## Filling a gap in the compression curve of TiN

A crystal of titanium nitride is squeezed equally from all sides. Its volume and enthalpy are computed at five pressures, and two points at modest compression, 3 and 8 GPa, are left open. The question for this page is how closely the open points can be forecast from the others, and which of the forecast quantities deserves the most trust.

Rocksalt TiN (2-atom cell, conventional a = 4.204 Å at 0 GPa), relaxed at each hydrostatic pressure at zero temperature with its symmetry kept. Computed with Ansatz 0.2.0 using PBEsol, plane-wave PAW, scalar-relativistic, without spin polarisation; cutoff 420 eV, 18×18×18 k mesh at zero pressure, Gaussian smearing of 0.1 eV. Changes are relative to the cell at 0 GPa.

| pressure (GPa) | volume change (%) | enthalpy change (eV/atom) | a change (%) |
| --- | --- | --- | --- |
| -3 | 1.05 | -0.175 | 0.35 |
| 0 | 0.00 | 0.000 | 0.00 |
| 3 | ? | ? | ? |
| 8 | ? | ? | ? |
| 15 | -4.45 | 0.849 | -1.51 |
| 30 | -8.03 | 1.664 | -2.75 |
| 60 | -13.65 | 3.212 | -4.77 |

All changes are counted from the crystal at 0 GPa. The length *a* is that of a cell vector. Because the calculation keeps the cubic symmetry, *a* must follow the cube root of the volume, so its forecast is not independent of that of the volume. The enthalpy is $H = E + PV$, with $E$ the internal energy, $P$ the pressure and $V$ the volume.

### Why the curve bends

At very small pressure a solid behaves like a spring. Its volume falls by the fraction $P/B$, where $B$ is the bulk modulus, the resistance to uniform compression. If $B$ kept its value, each further gigapascal would remove the same fraction of the volume.

The known rows show that it doesn't. Taken at the listed pressures, the mean bulk modulus is about 287 GPa between −3 and 0 GPa, while between 30 and 60 GPa it is about 476 GPa. The crystal becomes harder to squeeze the more it has already been squeezed.

The standard explanation is the repulsion between atoms at close range. It rises much more steeply with decreasing distance than the attraction that holds the crystal together, so each further step inwards needs a larger increase of pressure than the last. The volumes show the stiffening itself; its origin in the repulsion is argued from general physics.

### Two straight lines around the answer

This bending confines the open points before any equation of state is chosen. A straight line drawn from 0 to 15 GPa cuts across the bend and gives too little shrinkage in between. The line through −3 and 0 GPa, continued upwards, ignores the stiffening and gives too much.

At 8 GPa the two lines give shrinkages of 2.37 % and 2.80 %. The true point of the calculation should lie between them, provided that the curve bends the same way throughout. The k mesh follows the cell and can leave small numerical steps between rows, but nothing in the set-up makes a real jump likely: the crystal keeps its rocksalt symmetry, and spin polarisation is switched off, which suits a metal known to be nonmagnetic.

### From energy to volume

To narrow the interval, the bend needs a shape. Compression is measured by the Eulerian strain $f$, defined through $V = V_0(1+2f)^{-3/2}$, where $V_0$ is the volume at zero pressure. The energy has its minimum at $f=0$, so its expansion starts with the square:

$$E - E_0 = \tfrac{9}{2} V_0 B_0 f^2\,[1 + (B'-4) f].$$

Here $E_0$ is the energy at the minimum, $B_0$ the bulk modulus at zero pressure and $B'$ the rate at which the modulus grows with pressure. The first term is a spring in $f$. Since $f$ isn't proportional to the change of volume, this term alone already gives a modulus that grows with pressure, at the rate $B'=4$. The second term corrects that rate. Since pressure is $P=-\mathrm{d}E/\mathrm{d}V$, differentiation gives the third-order Birch–Murnaghan equation:

$$P = 3B_0 f(1+2f)^{5/2}\,[1+\tfrac{3}{2}(B'-4)f].$$

The two constants were fitted to the known rows up to 30 GPa. The open points lie at small strain, where a short expansion is most reliable, and the row at 60 GPa is kept as a test of its reach. The fit gives $B_0 = 297.4$ GPa and $B' = 4.45$.

For 8 GPa, which took no part in the fit, the equation is solved by repeated substitution. With both brackets set to one, it gives $f \approx 8/(3\times297.4) = 0.0090$. The remaining factors at this strain multiply to about 1.05, which lowers $f$ to 0.0085, and a further round leaves it at 0.00855. Then $V/V_0 = (1.0171)^{-3/2} = 0.975$, a shrinkage of about 2.5 %.

### Enthalpy is the easier forecast

Along the curve the enthalpy obeys $\mathrm{d}H/\mathrm{d}P = V$. Its slope is simply the volume, which changes little over a few gigapascals. The enthalpy at 8 GPa is therefore close to the pressure times the average of the initial and final volumes. With 9.29 Å³ an atom at the start, and 160.2 GPa equal to 1 eV/Å³, this is $8\times9.29\times0.9875/160.2 = 0.458$ eV an atom.

An error in the forecast volume hardly disturbs this result. If the volume were wrong by 0.04 % of its value, the enthalpy would shift by at most about 0.0002 eV an atom. The forecast of the enthalpy should thus be better, relative to the change itself, than that of the volume.

### The forecasts

- **3 GPa:** volume −0.98 ± 0.03 %, *a* −0.33 ± 0.02 %, enthalpy +0.173 ± 0.001 eV/atom.
- **8 GPa:** volume −2.51 ± 0.04 %, *a* −0.84 ± 0.02 %, enthalpy +0.458 ± 0.001 eV/atom.

The errors of volume and *a* are in percentage points. They are judgements rather than statistical limits. They allow for the rounding of the table, for the choice of rows in the fit, and for the row at −3 GPa, whose relaxation overshot its target by about 0.06 GPa, so that the crystal is expanded slightly too far. Both points are expected on the smooth curve, with no jump.

### The computed values

The withheld rows as computed:

| pressure (GPa) | volume change (%) | enthalpy change (eV/atom) | a change (%) |
| --- | --- | --- | --- |
| 3 | -0.98 | 0.173 | -0.33 |
| 8 | -2.50 | 0.458 | -0.84 |

All six values fall within their ranges. The only difference visible at the table's precision is in the volume at 8 GPa, where the forecast shrinkage is too large by 0.01 percentage points. That is as small as the last printed digit and needs no physical cause, but it isn't only rounding. The fit used target pressures that two relaxations overshot, which is expected to make the fitted crystal slightly too soft at low pressure. The relaxation at 8 GPa itself ended slightly above its target, which hides a little of the miss. The error bars for the volume were wider than this smooth curve needed.

The success is one of interpolation. The open points lie between known ones, on a curve whose bend is gentle at these pressures, and the two straight lines had already fixed most of the answer. The result tests how consistent the calculation is with itself. A measured crystal would also feel zero-point motion and temperature, and could differ through the functional or through the PAW datasets, which were made for PBE and not for PBEsol.

### Where the curve is less certain

The test at 60 GPa is harder, because it lies outside the fitted range. There the equation gives a shrinkage of 13.56 %, against 13.65 % computed. The fitted crystal is slightly too stiff at high pressure. Much of this is expected to come from the pressures used in the fit. The relaxations at −3 and 15 GPa overshot their targets by about 0.06 and 0.05 GPa, while the fit used the targets. Both offsets push the fitted $B'$ up, and the effect of an error in $B'$ grows with strain. The terms left out of the expansion may add to the miss.

A second fit, to all the known rows, mends the point at 60 GPa but follows the one at −3 GPa less well, which is no fault, since that row overshot its target. It also changes $B'$ from 4.45 to 4.20, while $B_0$ rises by about one per cent. The offsets in pressure weigh less over the longer range, so this lower $B'$ should be nearer the truth, though it also absorbs the terms left out of the expansion, and another form of the equation is expected to give a somewhat different value. Yet the volumes of the second fit at the two forecast pressures stay within about 0.02 percentage points of the first fit. The constants can compensate for each other, so a good forecast of the volume doesn't make $B'$ equally well known. The output below sets both fits beside the computed values.

### What the enthalpy contains

The enthalpy rises steeply along the series, and it would be easy to read this as bonds giving way. Most of the rise is the $PV$ term, which any solid acquires under pressure. At 8 GPa the internal energy accounts for only about 0.006 of the 0.458 eV an atom.

The spring picture explains this small share. The energy stored in a spring is half the final force times the displacement, here about $\tfrac12 P\times V_0P/B$. Compared with $PV$ it is a fraction of about $P/(2B)$, which is 8/600, or just over one per cent, at 8 GPa. The share grows with pressure and reaches about 0.21 of 3.21 eV an atom at 60 GPa, less than the spring with constant $B$ would store, because a stiffer crystal yields less.

The same ratio $P/B$ serves for a first guess at another crystal. Where the modulus is half as large, the same pressure produces roughly twice the shrinkage, and the bend sets in at about half the pressure if $B'$ is similar. For TiN near zero pressure, the computed rows give a change in *a* of about 0.1 % for each gigapascal. An engineer can use that figure for pressure from all sides, but not for a film stressed only in its plane, whose lattice is free to respond in the third direction.

Numerical output:

```
fit of p on 4 rows (p < 40): coefficient of g1 297.4 +/- 1.1, coefficient of g2 200.8 +/- 42; rms 0.0197, worst -3 -0.035, leave-one-out rms 0.159
  rows outside the fit (model, value, miss): 3 2.994, 3, -0.00627; 8 7.966, 8, -0.034; 60 60.59, 60, 0.591
fit of p on 5 rows: coefficient of g1 300.1 +/- 0.89, coefficient of g2 91.56 +/- 19; rms 0.0379, worst -3 -0.0661, leave-one-out rms 0.271
  rows outside the fit (model, value, miss): 3 3.017, 3, 0.0169; 8 8.012, 8, 0.0122
Volume change in %:
  row  forecast  error bar (withheld rows)  computed       miss  fit to all known rows  line through 0 and 15 GPa  line through -3 and 0 GPa
   -3     1.038                          0      1.05   -0.01246                  1.027                       0.89                       1.05
    0         0                          0         0          0                      0                          0                          0
    3    -0.982                       0.03     -0.98  -0.001998                -0.9747                      -0.89                      -1.05
    8     -2.51                       0.04      -2.5  -0.009965                 -2.496                     -2.373                       -2.8
   15    -4.455                          0     -4.45  -0.004579                 -4.442                      -4.45                      -5.25
   30    -8.029                          0     -8.03    0.00111                 -8.039                       -8.9                      -10.5
   60    -13.56                          0    -13.65    0.09322                 -13.65                      -17.8                        -21
Enthalpy in eV/atom and a in %:
  row  H forecast (bar 0.001)  H computed      H miss  PV term  internal energy rise  a forecast (bar 0.02)  a computed     a miss
   -3                 -0.1748      -0.175   0.0002026  -0.1757             0.0007298                 0.3447        0.35  -0.005342
    0                       0           0           0        0                     0                      0           0          0
    3                   0.173       0.173   4.228e-05   0.1722             0.0008005                -0.3284       -0.33    0.00159
    8                  0.4578       0.458  -0.0002095   0.4521               0.00585                -0.8438       -0.84  -0.003754
   15                  0.8494       0.849   0.0003655   0.8308               0.01817                 -1.507       -1.51    0.00253
   30                   1.664       1.664    9.87e-05    1.599               0.06461                 -2.751       -2.75  -0.001299
   60                   3.213       3.212    0.000947    3.003                0.2087                  -4.74       -4.77    0.02994
Mean bulk modulus from -3 to 0 GPa, in GPa: 287.2
Mean bulk modulus from 30 to 60 GPa, in GPa: 475.8
Pressure derivative B' of the fit up to 30 GPa: 4.45
Pressure derivative B' of the fit to all known rows: 4.203
```
